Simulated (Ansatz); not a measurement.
## ZrC: energy above lowest point against volume scale

Free energy against uniform scaling of the volume at fixed shape and fractions; periodic cell, basis, potentials, k mesh and filling as listed. The results are calculated, by Ansatz 0.2.0.

The cell before it is scaled or strained (space group P6_3/mmc, No. 194):
```
ZrC
1.0
      3.3915     0.0000     0.0000
     -1.6957     2.9371     0.0000
      0.0000     0.0000     5.2901
Zr C
2 2
Direct
  0.33333 0.66667 0.25000
  0.66667 0.33333 0.75000
  0.00000 0.00000 0.00000
  0.00000 0.00000 0.50000
```

Settings of every row: functional PBEsol; dispersion none; potentials PAW; wave cutoff 500 eV; density cutoff 2000 eV; k mesh 8x8x5; k shift 0x0x0; occupations cold; smearing width 0.15 eV; spin none.

Limits: coarse k mesh, up to 40 meV an atom off; the cell comes from a prototype or a list of computed structures and needn't be the stable phase.

```
row  volume scale  V (Å³/atom)  energy above lowest point (meV/atom)
  1          0.92        12.12                                  20.5
  2        0.9467       12.472                                   2.5
  3        0.9733       12.822                                     0
  4             1       13.174                                    11
  5        1.0267       13.526                                  33.8
  6        1.0533       13.876                                     ?
  7          1.08       14.228                                 108.7
```

Question: what energy above lowest point should row 6 give?

Worked fit of energy above lowest point. Take u = (V_r/V)^(2/3) − 1 with V_r = 12.998 Å³ an atom, which is twice the finite (Eulerian) strain; such expansions in the strain, on which the Birch-Murnaghan equation of state is built, carry the rest volume and the bulk modulus. The shown rows have u = 0.04773, 0.02792, 0.00913, -0.00893, -0.0262, -0.0585. Least squares give energy above lowest point = 3.92 − 612.8 × u + 20128 × u² − 220 × u³ meV/atom; a parabola predicts inner rows, each left out in turn, worse (root mean square 0.011 against 0.0057 meV/atom). All shown rows lie on it to the printed digit. Its lowest point lies at u = 0.0152, or V = 12.71 Å³ an atom, and the curvature there gives the bulk modulus at fixed shape and fractions, B = (4/9)(1 + u)² E″(u)/V = 232 GPa. Letting shape and atoms relax would as a rule lower it, by much in layered, chain or molecular crystals. The withheld row has u = -0.04264, so the fit gives 3.92 − 612.8 × (-0.04264) + 20128 × (-0.04264)² − 220 × (-0.04264)³ = 66.7 meV/atom.

The calculation gave 66.8 meV/atom. The fit lies 0.1 meV/atom (0.092 % of the column's range) below it, one unit of the last digit.
